When the oxygens of this perovskite swing sideways, the crystal pulls inward. At the largest amplitude the pressure in the fixed cell has dropped from 0.01 to −0.21 GPa, although the atoms have left their places of rest and the energy has gone up. The likely cause is that the bent metal–oxygen–metal links would be shorter than the cell allows, so they are stretched taut. The directions of the stress support this picture and also show where it stops.

A normal mode is frozen into the fixed 10-atom cell of BaZrNbInO6 (F-43m, conventional a = 8.213 Å), computed with Ansatz 0.2.0 using PBEsol, scalar-relativistic PAW datasets and no spin polarisation. The plane-wave cutoff is 420 eV, the k mesh 8×8×8 and the Gaussian smearing 0.05 eV. Energies are free energies relative to the undisturbed cell.

| amplitude (Å of the largest displacement) | energy change (meV a cell) | force along mode (eV/Å) | pressure (GPa) |
| --- | --- | --- | --- |
| -0.12 | 78.1 | 1.337 | -0.21 |
| -0.06 | 19.1 | 0.641 | -0.05 |
| 0 | 0.0 | 0.000 | 0.01 |
| 0.03 | 4.7 | -0.317 | 0.00 |
| 0.09 | 43.4 | -0.980 | -0.12 |

The amplitude is the largest displacement of any atom in the pattern. The force along the mode is minus the slope of the energy against that amplitude. A positive pressure means that the crystal pushes outward against its cell, a negative one that it would rather shrink. Only the oxygens move, chiefly those in the Zr–O–Nb links along x and z. They move along y, in opposite senses on the two sets of links, while the links along y are hardly bent.

**The tempting answer: motion needs room**

Vibrating atoms seem to need more space, and most solids do expand on heating. The usual picture behind this is a lopsided well, steep where atoms are pushed together and shallow where they are pulled apart. At first sight the table seems to offer such a well, with 78 meV on the left and only 43 meV on the right. But those two energies belong to different amplitudes, −0.12 and 0.09 Å.

The force divided by the amplitude removes that confusion. Its size climbs from 10.57 eV/Å² at 0.03 Å to 11.14 eV/Å² at −0.12 Å, and the two rows between them fall in order of amplitude, whatever their sign. The well is therefore even: nearly a parabola, with walls that stiffen by about 5 % over the scan. Symmetry demands this, because a half turn about the x axis changes the displacement pattern into its negative.

Two force laws with two constants each were fitted to the forces of all five rows, one for an even well and one for a lopsided well. Integrated, the even law reproduces the energies to about 0.05 meV, whereas the lopsided one misses by up to 1.3 meV. The energies took no part in the fit, but they come from the same calculations, so the agreement shows consistency and isn't independent proof. The output after this text gives both fits and the stress row by row.

An even well leaves the average position of the oxygens along this swing where it was, yet the swing can still change the volume. What matters is how the stiffness of the well depends on the size of the cell. If the well becomes softer when the cell shrinks, a displaced crystal can lower its energy by shrinking. The negative pressures say that this crystal would gain by shrinking. That alone doesn't prove a softer well, because part of the pull has a duller origin and must be taken off first.

**The dull answer: the cell carries the displacements with it**

Part of the pull needs no change of stiffness at all. The pressure tells how the energy changes when the whole cell is scaled, and the frozen displacements are scaled with it. A larger cell thus means larger displacements, which cost energy even if every spring stays as it was. For such constant springs the change of pressure is

Δp = F·x / (3V),

where F is the force along the mode, x the amplitude and V the cell volume. The factor 3 appears because a small stretch of all lengths changes the volume by three times that fraction.

At −0.12 Å this gives −0.06 GPa, against a computed change of −0.22 GPa. Constant springs thus account for 28 % of the effect. The rest must come from springs that change with the cell. This part pulls inward too, which speaks against the idea that the swing needs more room.

The directions separate the two causes more sharply than the mean does. Since the oxygens move mostly along y, constant springs would pull mostly along y, by about 0.18 GPa at −0.12 Å. The calculation finds a push of 0.12 GPa in that direction. The pull acts along x and z instead, at nearly 0.4 GPa in each, which is where the bent links run.

**The answer that fits the directions: taut links**

Take a straight link between two metal atoms and move its oxygen sideways by u. A bond that keeps its length d now leans, and along the link it spans only √(d² − u²), which is close to d − u²/(2d). With two bonds of lengths d₁ and d₂, the link would shorten by

s = ½ u² (1/d₁ + 1/d₂).

The fixed cell forbids this shortening. The bonds are stretched instead, and they pull the metal atoms together, as a plucked string pulls on its pegs.

The size can be estimated for a link along x at −0.12 Å. The sideways shift there is about 0.95 of the amplitude, so u = 0.95 × 0.12 = 0.114 Å. With bonds of 2.00 and 2.11 Å,

s = ½ × 0.114² × (1/2.00 + 1/2.11) ≈ 0.0063 Å,

which is 0.15 % of the 4.11 Å between the metal atoms.

To turn this strain into a stress takes an elastic constant. A rough recalled value for stiff perovskite oxides is 300 GPa, which gives a pull of about 0.5 GPa where the calculation has 0.4 GPa. Such closeness is partly luck, because the estimate treats each link as if it stood alone. If this crystal is about as stiff as that, a shortening of a few thousandths of an ångström is enough to produce a pull of the right order.

The same formula explains why the sign of the amplitude doesn't matter. The shortening depends on u², so a swing to either side tightens the link equally. Doubling the amplitude should make the pull four times as strong, and from −0.06 to −0.12 Å the pull along x grows by a factor of 3.8.

The picture fails along y. Links that are hardly bent should hardly pull, but nothing in the argument makes the crystal push in that direction. My guess is ordinary repulsion: oxygens that move along y come closer to some of their neighbours, and these contacts resist. Whatever its origin, the push offsets part of the pull, so the mean pressure understates how strongly the bent links draw in.

**What it means for a warm crystal**

The result can be put as a Grüneisen parameter, γ, which tells by what fraction a vibration frequency rises when the volume falls by a given small fraction. The part of the pressure due to changing springs equals 2γE/V, where E is the energy of the displaced cell. With the constant-spring part taken off, the row at −0.06 Å gives γ ≈ −0.9. Squeezing the volume by 1 % would thus lower the frequency of this mode by roughly 0.9 %, as slackening a string lowers its note.

This estimate keeps each oxygen at the same fractional position along its link when the volume changes. In a real compression the oxygens could settle anew between Zr and Nb, which would alter the number somewhat.

Heat would excite this bend together with its equivalents along the other cubic axes. The directions then average out, and a mean inward pull remains. Only its part from changing springs counts here, because the atoms of a warm crystal are moving, and their motion pushes outward by about as much as constant springs pull inward. What is left favours contraction on heating, but the crystal as a whole contracts only if such modes outweigh those that push outward. All this takes the cubic cell as stable, which the scan shows only for this one pattern: the relaxation kept the symmetry of its start, and other tilts or a shift of indium off its centre could still lower the energy.

A mode in which the oxygen slides along its link shows the contrast. It shortens one bond and lengthens the other by the same amount, and because a bond resists compression more steeply than extension, such a mode usually pushes outward. For a neighbouring case, then, ask first whether the atom moves across its stiff bonds or along them. Motion across them tends to draw the crystal in, and motion along them tends to swell it.

**What to do with such a scan**

Divide the force by the amplitude before calling a well lopsided, and compare points by the size of the amplitude. Before turning a pressure into a Grüneisen parameter, subtract the part that constant springs would give; here, leaving it in would exaggerate the effect by more than a third. Then look at the stress along each axis. In this crystal a modest mean pressure hides a strong pull along two axes and a push along the third.

Printed output of the fit:

```
fit of force_along_mode on 5 rows: coefficient of u -10.54 +/- 0.0095, coefficient of u3 -41.9 +/- 0.83; rms 0.000464, worst 0.09 0.000803, leave-one-out rms 0.00188
fit of force_along_mode on 5 rows: coefficient of u -10.93 +/- 0.092, coefficient of u2 1.221 +/- 0.9; rms 0.0106, worst -0.06 0.0193, leave-one-out rms 0.0468
largest energy miss of the even well integrated from forces, meV: 0.05174
largest energy miss of the lopsided well integrated from forces, meV: 1.312
quartic part of the energy at -0.12 Å, meV: 2.172
force over amplitude at 0.03 Å, eV/Å2: 10.57
force over amplitude at -0.06 Å, eV/Å2: 10.68
force over amplitude at 0.09 Å, eV/Å2: 10.89
force over amplitude at -0.12 Å, eV/Å2: 11.14
rise of force over amplitude from 0.03 to -0.12 Å, percent: 5.442
Stress change from the undisturbed cell in GPa:
    row   along x   along y   along z      mean  mean for constant springs
  -0.12   -0.3951    0.1206   -0.3792   -0.2179                   -0.06187
  -0.06   -0.1035   0.03315   -0.0994  -0.05658                   -0.01483
    0.0         0         0         0         0                          0
   0.03  -0.02618  0.008509  -0.02516  -0.01428                  -0.003667
   0.09   -0.2283   0.07169   -0.2193   -0.1253                   -0.03401
constant-spring share of the pressure fall at -0.12 Å, percent: 28.39
constant-spring stress along y at -0.12 Å, GPa: -0.1752
shortening of an x link with rigid bonds at -0.12 Å, Å: 0.006308
pull for a rough recalled elastic constant of 300 GPa, GPa: 0.4605
Grüneisen parameter of the mode from the row -0.06 Å: -0.9448
```
